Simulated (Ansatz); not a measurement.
## How methods differ on AlH2Br (SMILES [AlH2][Br])

AlH2Br has 4 atoms, charge 0, and is taken as a singlet. SMILES: `[AlH2][Br]`. The shape is that of a PBE0-D4/def2-TZVP optimisation.

```xyz
4

Al   -0.1483   -0.0647   -0.1103
Br    1.6849    0.4966    1.0797
H    -0.5616   -1.5848   -0.1392
H    -0.9197    1.0927   -0.8504
```

Quantity: the energy change with the Al1–Br2 bond stretched from 2.256 to 4.513 Å, in eV. The values are calculated.

```
                      level                   kind  program  value (eV)  CPU time (all runs)
     HF/STO-3G (restricted)           Hartree–Fock   Ansatz        7.61               0.45 s
  SVWN5/STO-3G (restricted)                    LDA   Ansatz        6.12                  2 s
 revPBE/STO-3G (restricted)                    GGA   Ansatz        5.70                3.1 s
  B3LYP/STO-3G (restricted)          global hybrid   Ansatz        6.15                3.1 s
    MP2/STO-3G (restricted)    perturbation theory   Ansatz        6.84               0.75 s
BCCD(T)/STO-3G (restricted)  coupled cluster or CI   Ansatz           ?               0.86 s
   CCSD/STO-3G (restricted)  coupled cluster or CI   Ansatz        5.70               0.83 s
 CCSDTQ/STO-3G (restricted)  coupled cluster or CI   Ansatz        5.55                 94 s
                 FCI/STO-3G     exact in the basis   Ansatz        5.55                 18 s
```

(1) Estimate what the levels marked ? give.

Results:

(1) As computed at these levels: BCCD(T)/STO-3G (restricted): 5.54 eV. Spin-restricted single references rise too steeply as a bond breaks, Hartree–Fock most of all. All-electron rows without a relativistic Hamiltonian named are non-relativistic. The first shape isn't each level's own minimum. The values span 5.54 to 7.61 eV. All rows use very small basis sets, so even the best lies far from the true value. In the correlated wave-function rows the outer d shell of Br is correlated, in sets not made for it. CPU times are rough (shared hosts, several kinds of processor): they show what a rung costs within a factor of a few.

Against the full-CI value of 5.55 eV, the wave-function rows mainly show how much of the correlation that grows on stretching each method recovers. Homolytic separation leaves one electron on the AlH2 fragment and one on Br, a singlet that needs at least two determinants. A single doubly occupied bonding orbital instead retains too much ionic character, which is costly at long range. MP2 removes only part of the Hartree–Fock excess, whereas CCSD, which treats the pair excitation to infinite order, removes most of it. Connected triples account for nearly all of the remainder, and the slight undershoot of BCCD(T) is possible because the method is not variational.

The agreement of revPBE with CCSD at 5.70 eV is probably fortuitous, since a semilocal functional reaches it through a different balance of errors. B3LYP lies higher, consistent with its share of exact exchange. The success of perturbative triples at this one stretched geometry does not establish that they remain reliable nearer to dissociation, where the frontier orbitals become near-degenerate.
